# Field-driven topological transition in 1T′ monolayers

A 1T′ monolayer such as MoTe$_2$ can be a quantum spin Hall insulator: an insulating sheet whose edges carry one pair of counter-propagating, spin-locked channels. A vertical electric field can close the bulk gap and reopen it without these channels. Qian, Liu, Fu and Li proposed this in 2014 as the basis of a transistor. The critical field follows from symmetry and a two-band model.

## 1. Premises and conventions

Axes: $y$ runs along the zigzag metal chains, $x$ is in plane across them, $z$ is the normal.

1. The point group at $\Gamma$ is $C_{2h}$: inversion $P$, mirror $M_y$ ($y\to-y$) and their product $C_{2y}$. Time reversal $T$ holds.
2. Two orbital bands, 1 and 2, lie near the Fermi level at $\Gamma$. They have opposite parity and equal $M_y$ eigenvalue, hence opposite $C_{2y}$ eigenvalue. In the sulfides and selenides they are of chalcogen $p$ and metal $d$ type; in the tellurides calculations assign mainly metal $d$ character to both. Only the symmetry labels enter below.
3. The order at $\Gamma$ is inverted: band 1 curves downward but starts at $+\delta_0$, band 2 curves upward from $-\delta_0$, with $\delta_0>0$.
4. With the order restored ($\delta_0<0$) and nothing else changed, the crystal is a trivial insulator.
5. One lower band per spin is filled, and electrons are independent.

Pauli matrices $\sigma_i$ act on the bands ($\sigma_z=+1$ for band 1) and $s_i$ on spin. With real orbitals, $P=\pm\sigma_z$, $M_y=\pm is_y$ and $T=is_yK$, where $K$ is complex conjugation. $E_z$ denotes $D/\varepsilon_0$, the field outside the layer as it would be in vacuum, so that screening is absorbed in the coupling constant.

## 2. Hamiltonian from symmetry

**Zero field.** $P$ requires $\sigma_zH(\mathbf k)\sigma_z=H(-\mathbf k)$, so $\sigma_0,\sigma_z$ go with even powers of $k$ and $\sigma_x,\sigma_y$ with odd powers. $T$ reverses $\mathbf k$, $\mathbf s$ and $\sigma_y$, which leaves $\sigma_yk_j$ and $\sigma_xs_ik_j$ at linear order. $M_y$ reverses $k_y$, $s_x$ and $s_z$, which leaves $\sigma_yk_x$, $\sigma_xs_xk_y$, $\sigma_xs_zk_y$ and $\sigma_xs_yk_x$. The two $k_y$ terms combine into $\sigma_xs_nk_y$ with a fixed axis $\hat n$ in the $xz$ plane.

**Field.** $E_z$ is odd under $P$ and even under $T$ and $M_y$. At $k=0$ it can multiply $\sigma_x$, the interband dipole, or $\sigma_ys_y$, a spin-orbit correction to it.

Set aside $\sigma_xs_yk_x$ and $\sigma_ys_yE_z$ until Section 6. Then $s_n=s=\pm1$ is conserved and each spin has a $2\times2$ block:

$$H_s=\epsilon+\mathbf d\cdot\boldsymbol\sigma,\qquad \epsilon=-A_xk_x^2-A_yk_y^2,$$
$$\mathbf d=\left(\alpha E_z+s\hbar v_2k_y,\ \hbar v_1k_x,\ \delta_0-B_xk_x^2-B_yk_y^2\right).$$

Here $B_j=\frac{\hbar^2}{4}(m_{1j}^{-1}+m_{2j}^{-1})$ and $A_j=\frac{\hbar^2}{4}(m_{1j}^{-1}-m_{2j}^{-1})$, so that $\epsilon+d_z$ and $\epsilon-d_z$ are the uncoupled bands 1 and 2 with mass magnitudes $m_{1j}$, $m_{2j}$. Phases and the sense of $\hat n$ are chosen so that $v_1,v_2,\alpha>0$. Since $(\mathbf d\cdot\boldsymbol\sigma)^2=|\mathbf d|^2$, the energies are $E_\pm=\epsilon\pm|\mathbf d|$.

## 3. Dirac cones, masses and critical field

For $v_2=E_z=0$ the bands touch where $d_y=d_z=0$, that is at $k_x=0$, $k_y=\tau\Lambda$, with

$$\Lambda=\sqrt{\delta_0/B_y},\qquad\tau=\pm1 .$$

The opposite $C_{2y}$ eigenvalues forbid mixing on this line. Put $k_y=\tau\Lambda+q_y$, $k_x=q_x$ and keep first order:

$$H_{\tau s}=-\eta\delta_0-\tau\hbar v_-q_y-\tau\hbar v_+q_y\sigma_z+\hbar v_1q_x\sigma_y+\left(m_{\tau s}+s\hbar v_2q_y\right)\sigma_x,$$

with $\hbar v_+=2B_y\Lambda=2\delta_0/\Lambda$, $v_-=\eta v_+$, tilt $\eta=A_y/B_y$, and

$$m_{\tau s}=\tau s\,\Delta_{so}+\alpha E_z,\qquad \Delta_{so}=\hbar v_2\Lambda .$$

The field adds to the spin-orbit mass for one spin and subtracts from it for the other, with the roles exchanged between valleys as $T$ demands.

The direct gap $2|\mathbf d|$ vanishes only if all three components do. $d_y=0$ gives $k_x=0$, then $d_z=0$ gives $k_y=\tau\Lambda$, then $d_x=0$ gives $m_{\tau s}=0$. No linearisation is involved, so within the model

$$E_c=\frac{\Delta_{so}}{\alpha}=\frac{\hbar v_2}{\alpha}\sqrt{\frac{\delta_0}{B_y}},\qquad E_{dir}(\pm\Lambda)=2\,\big|\Delta_{so}-|\alpha E_z|\big| .$$

For $E_z=+E_c$ the massless cones are those with $\tau s=-1$, one spin per valley.

**Transport gap.** The tilt moves the band edges apart in $k$, so the gap that controls leakage is indirect and smaller. Let $m$ be the smaller mass, drop $s\hbar v_2q_y$ for the moment, and set $q_x=0$, since $q_x$ only increases $|\mathbf d|$. With $p=\tau\hbar v_+q_y$, $E_\pm=-\eta\delta_0-\eta p\pm\sqrt{p^2+m^2}$. For $|\eta|<1$, $dE_+/dp=0$ gives $p=\eta|m|/\sqrt{1-\eta^2}$, where $E_+=-\eta\delta_0+|m|\sqrt{1-\eta^2}$. The maximum of $E_-$ lies at the opposite $p$, equally far below. Hence

$$E_g\simeq2\,\big|\Delta_{so}-|\alpha E_z|\big|\sqrt{1-\eta^2}.$$

Restoring $s\hbar v_2q_y$ and completing the square in $q_y$ gives $|\mathbf d|^2=\hbar^2V^2\tilde q^2+m^2v_+^2/V^2$, with $V^2=v_+^2+v_2^2$ and $\tilde q$ the shifted wave number. The factor $\sqrt{1-\eta^2}$ becomes $(v_+/V)\sqrt{1-v_-^2/V^2}$, a change of second order in $v_2/v_+=\Delta_{so}/2\delta_0$.

At zero field no expansion is needed. With $z=k_y^2/\Lambda^2$ on the line $k_x=0$, $\epsilon=-\eta\delta_0z$ and
$$|\mathbf d|^2=\delta_0^2(1-z)^2+\Delta_{so}^2z=\delta_0^2(z-z_0)^2+M^2,$$
where $z_0=1-\Delta_{so}^2/2\delta_0^2$ and $M^2=\Delta_{so}^2(1-\Delta_{so}^2/4\delta_0^2)$. This is the same tilted hyperbola in $p=\delta_0(z-z_0)$, so $E_g(0)=2M\sqrt{1-\eta^2}$, provided the valence maximum $z_v=z_0-\eta M/(\delta_0\sqrt{1-\eta^2})$ is positive. For $\eta>1$ the cone is overtilted and electron and hole pockets overlap. The direct gap and the index below survive, but the sheet conducts.

## 4. The $Z_2$ index

**Zero field: parities.** With inversion symmetry the Fu–Kane formula (2007) gives $(-1)^\nu=\prod_i\pi_i$ over the four time-reversal-invariant momenta, where $\pi_i$ is the product of the parities of the filled Kramers pairs. At $\Gamma$ all couplings vanish, and the filled pair is band 1 for $\delta_0<0$ and band 2 for $\delta_0>0$. The parities are opposite, so $\pi_\Gamma$ changes sign while the other three factors do not. Premise 4 gives $\nu=0$ before inversion, so $\nu=1$ after it.

**Finite field: Chern numbers.** $E_z$ breaks $P$, so parities no longer exist. Use the conserved spin. With Berry connection $i\langle u|\nabla_ku\rangle$, the lower band has curvature $\Omega=\tfrac12\hat{\mathbf d}\cdot(\partial_{k_x}\hat{\mathbf d}\times\partial_{k_y}\hat{\mathbf d})$ and Chern number $C_s=\frac1{2\pi}\int\Omega\,d^2k$. At large $k$ the quadratic term dominates and $\hat{\mathbf d}\to-\hat z$ in every direction. The plane therefore closes into a sphere, and $C_s$ is the integer number of times $\hat{\mathbf d}$ covers the unit sphere. It equals the number of points mapped onto any chosen direction, each counted with the sign of the triple product.

Choose $\pm\hat x$. These need $d_y=d_z=0$, so only the two valleys qualify. There $\partial_{k_x}\mathbf d=(0,\hbar v_1,0)$ and $\partial_{k_y}\mathbf d=(s\hbar v_2,0,-\tau\hbar v_+)$, and the triple product with $\mathbf d=(m_{\tau s},0,0)$ is $-\tau\hbar^2v_1v_+m_{\tau s}$. Counting on $+\hat x$ collects the valleys with $m>0$, counting on $-\hat x$ those with $m<0$. Both counts equal $C_s$, and so does their mean:

$$C_s=-\tfrac12\sum_\tau\tau\,\mathrm{sgn}(m_{\tau s}).$$

- $|E_z|<E_c$: $\mathrm{sgn}\,m_{\tau s}=\tau s$, so $C_s=-s$.
- $|E_z|>E_c$: all masses have the sign of $E_z$, so $C_s=0$.

A block with Chern number $C_s$ carries $|C_s|$ chiral edge modes, and the other block carries their time-reversed partners. The index is the parity of the number of such pairs, $\nu=C_+\bmod2$. It is 1 below $E_c$, which reproduces the parity count, and 0 above.

## 5. Valley Hall response above $E_c$

Above $E_c$ both spins have curvature of one sign near $+\Lambda$ and of the other near $-\Lambda$. Define the valley number as the flux through the half plane, $N_v=\sum_s\frac1{2\pi}\int_{k_y>0}\Omega\,d^2k$. A half plane has a boundary, so $N_v$ need not be an integer.

Take polar angles about $\hat x$: $\cos\theta=d_x/|\mathbf d|$ and $\tan\phi=d_z/d_y$. Then $2\Omega\,d^2k=\sin\theta\,d\theta\,d\phi$ is the curl of $-\cos\theta\,\nabla\phi$ except at the valley point. Stokes' theorem gives three pieces. Around $+\Lambda$, $(d_y,d_z)=(\hbar v_1q_x,-\hbar v_+q_y)$ winds once clockwise with $\cos\theta=\mathrm{sgn}\,m$, which yields $-\tfrac12\mathrm{sgn}\,m_{+s}$. The arc at infinity gives nothing, because $\cos\theta\to0$. On the line $k_y=0$, $d_x=\alpha E_z$ for both spins, and differentiating $\phi$ gives

$$\gamma=\frac1{4\pi}\int_{-\infty}^{\infty}\frac{\alpha E_z}{|\mathbf d|}\,\frac{\hbar v_1(\delta_0+B_xk_x^2)}{\hbar^2v_1^2k_x^2+(\delta_0-B_xk_x^2)^2}\,dk_x .$$

For $E_z>0$ this gives $N_v=2\gamma$ below $E_c$ and $N_v=-1+2\gamma$ above. The jump of one unit at $E_c$ is exact. The background $2\gamma$ starts linearly in $\alpha E_z/\delta_0$ and tends to 1 at very large field, since $\phi$ turns by $2\pi$ along the line. Each half of the zone contributes a Hall conductance of magnitude $|N_v|e^2/h$, and the two cancel by $T$. The high-field phase is thus a trivial insulator with a valley Hall response that is near $e^2/h$ per valley only while $\alpha E_z\ll\delta_0$. It has no protected edge channel at a boundary with vacuum.

## 6. Terms set aside

**Spin mixing, $\hbar v_3k_x\sigma_xs_y$.** Now $d_x\to\alpha E_z+\mathbf b\cdot\mathbf s$ with $|\mathbf b|=\hbar\sqrt{v_2^2k_y^2+v_3^2k_x^2}$. The operator $\mathbf b\cdot\mathbf s$ commutes with $H$ at each $\mathbf k$, so $d_x=\alpha E_z\pm|\mathbf b|$. Closure still needs $k_x=0$, where $v_3$ drops out, so $E_c$ is unchanged. Since $v_3$ can be switched off without closing the gap or breaking $T$, $\nu$ is unchanged too.

**Dipole correction, $\alpha'E_z\sigma_ys_y$.** On $k_x=0$, squaring the $4\times4$ matrix gives $(E-\epsilon)^2=d_z^2+\big(\hbar v_2|k_y|\pm|E_z|\sqrt{\alpha^2+\alpha'^2}\big)^2$. The term only replaces $\alpha$ by $\sqrt{\alpha^2+\alpha'^2}$.

**Higher orders.** The operation $M_yT$ is antiunitary, squares to $+1$, survives the field and maps the line $k_x=0$ onto itself point by point. $H$ is therefore real on that line in a suitable basis. A real two-level crossing needs two conditions, and $k_y$ and $E_z$ supply two parameters. Small further terms thus shift $\Lambda$ and $E_c$ but cannot remove the closing. Terms of order $E_zk$ (Rashba type) and $E_z^2$ arise through remote bands at distance $W$, with size about $\Delta_{so}^2/W$ at $E_c$.

## 7. Range of validity

- The expansion needs $\Lambda\ll\pi/b$, with $b$ the chain period, and no third band at the Fermi level.
- An insulator-to-insulator transition needs $|\eta|<1$. Unstrained MoTe$_2$ is typically a semimetal or nearly gapless, and tensile strain serves to remove the overlap. Strain that keeps $C_{2h}$ (along $x$, along $y$ or biaxial) enters only through the parameters, with $E_c\propto\sqrt{\delta_0}$ at fixed $v_2$, $B_y$, $\alpha$.
- The simple $E_g$ needs $|m|\ll\delta_0$ and $z_v>0$.
- $\alpha$ is taken as constant, and two gates must hold the layer neutral. A substrate or unequal dielectrics add a built-in offset to $E_z$.
- Edge transport needs $k_BT\ll E_g$ and a channel much wider than the decay length $\xi=\hbar v_1/|m|$, obtained from $|\mathbf d|=0$ with imaginary $q_x$. It diverges at $E_c$.
- Excitonic effects, disorder and magnetic impurities are ignored.

## 8. Numerical illustration: strained 1T′-MoTe$_2$

The inputs are illustrative. They were chosen to give $\eta<1$ and a gap of several tens of meV, typical of calculations for this monolayer when it is gapped, for example under a few per cent of tensile strain: $\delta_0=0.20$ eV, $m_{1y}=0.20$, $m_{2y}=0.80$, $m_{1x}=0.50$, $m_{2x}=2.5$ (units of $m_e$), $\hbar v_1=2.5$ eV Å, $\hbar v_2=0.30$ eV Å, $\alpha=0.25$ $e$Å, $b\approx3.5$ Å, $W\approx1$ eV.

With $\hbar^2/2m_e=3.810$ eV Å$^2$: $B_y=11.91$ and $B_x=4.57$ eV Å$^2$, $\eta=0.60$, $\Lambda=0.1296$ Å$^{-1}$ (0.14 of $\pi/b$), $\hbar v_+=3.09$ eV Å, $\hbar v_-=1.85$ eV Å and $\Delta_{so}=38.9$ meV. The critical field is

$$E_c=\Delta_{so}/\alpha=0.156\ \text{V/Å}=1.56\ \text{V/nm}.$$

| $E_z/E_c$ | $E_z$ (V/nm) | $E_{dir}$ (meV) | $E_g$ (meV) | $\nu$ | $N_v$ |
|---|---|---|---|---|---|
| 0 | 0 | 78 | 62 | 1 | 0 |
| 0.5 | 0.78 | 39 | 31 | 1 | 0.043 |
| 1 | 1.56 | 0 | 0 | – | 0.085 → −0.915 |
| 1.5 | 2.33 | 39 | 31 | 0 | −0.874 |
| 2 | 3.11 | 78 | 62 | 0 | −0.835 |

$E_g$ is from the simple formula and $N_v$ from quadrature of $\gamma$. The ratio $v_2/v_+=0.097$ changes the tilt factor from 0.800 to 0.798. Without linearisation the gap is 61.9 meV at zero field ($z_v=0.836$, valence maximum 51 meV above the level at $\Gamma$) and 62.2 meV at $2E_c$ by numerical minimisation along $k_x=0$. The remote-band terms are about 1.5 meV, or 4 per cent of $\Delta_{so}$, so two figures are what the model supports.

**Gate stack.** The displacement at $E_c$ corresponds to $\varepsilon_0E_c/e=8.6\times10^{12}$ cm$^{-2}$ on each gate. The field in the dielectric is $E_c/\kappa$: 4.0 MV/cm for SiO$_2$ (typical $\kappa=3.9$) and 0.78 MV/cm for HfO$_2$ (typical $\kappa\approx20$). With 1 nm equivalent oxide thickness on each side, the dielectrics drop 0.80 V. The monolayer, taken as 0.7 nm thick with an assumed out-of-plane permittivity of 8, adds 0.14 V, so the two gates differ by 0.93 V. Reopening the gap to its original size takes twice that.

**Temperature and size.** $E_g(0)/2k_BT$ is 1.2 at 300 K and 4.7 at 77 K, so bulk carriers shunt the edges at room temperature. At zero field $\xi=6.4$ nm.

These numbers are the model's. The coupling $\alpha$ is assumed and uncertain by about a factor of two, which passes directly into $E_c$. In the tellurides the valence maximum typically lies at or near $\Gamma$, which corresponds to $\eta$ nearer 1. The direct gap at $\pm\Lambda$ then exceeds the transport gap by more than the model's factor 1.25, so for the same transport gap the model probably underestimates $E_c$, by a factor of order two.